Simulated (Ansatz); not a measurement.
## K₃Cd: the change of energy above lowest point with volume scale

Free energy against uniform scaling of the volume at fixed shape and fractions; periodic cell, basis, potentials, k mesh and filling as listed. The results are calculated, by Ansatz 0.2.0.

The cell before it is scaled or strained (space group Pm-3m, No. 221):
```
cell vectors (Å)
   5.9529     0.0000     0.0000
   0.0000     5.9529     0.0000
   0.0000     0.0000     5.9529
atoms (fractions of the cell vectors)
K   0.00000  0.50000  0.50000
K   0.50000  0.00000  0.50000
K   0.50000  0.50000  0.00000
Cd  0.00000  0.00000  0.00000
```

Settings of every row: functional r2SCAN; dispersion none; potentials PAW; wave cutoff 571.44 eV; density cutoff 2285.8 eV; k mesh 4x4x4; k shift 0x0x0; occupations methfessel paxton; smearing width 0.15 eV; spin none.

Limits: coarse k mesh, up to 40 meV an atom off; the cell comes from a prototype or a list of computed structures and needn't be the stable phase.

```
row  volume scale  V (Å³/atom)  energy above lowest point (meV/atom)
  1           0.9       47.464                                   5.3
  2         0.925       48.783                                   2.2
  3          0.95       50.101                                   0.4
  4         0.975        51.42                                     0
  5             1       52.738                                   0.7
  6         1.025       54.057                                   2.3
  7          1.05       55.375                                     ?
  8         1.075       56.694                                   8.2
  9           1.1       58.012                                  12.1
```

Question: what energy above lowest point should row 7 give?

Worked fit of energy above lowest point. Take u = (V_r/V)^(2/3) − 1 with V_r = 52.079 Å³ an atom, which is twice the finite (Eulerian) strain; such expansions in the strain, on which the Birch-Murnaghan equation of state is built, carry the rest volume and the bulk modulus. The shown rows have u = 0.06381, 0.04455, 0.02615, 0.00853, -0.00835, -0.02455, -0.05503, -0.0694. Least squares give energy above lowest point = 0.21 − 40.5 × u + 1890 × u² meV/atom; a straight line predicts inner rows, each left out in turn, worse (root mean square 3 against 0.049 meV/atom). All shown rows lie on it to the printed digit. Its lowest point lies at u = 0.0107, or V = 51.25 Å³ an atom, and the curvature there gives the bulk modulus at fixed shape and fractions, B = (4/9)(1 + u)² E″(u)/V = 5.36 GPa. The withheld row has u = -0.04009, so the fit gives 0.21 − 40.5 × (-0.04009) + 1890 × (-0.04009)² = 4.9 meV/atom.

The calculation gave 4.9 meV/atom. The fit meets it to the printed digit.
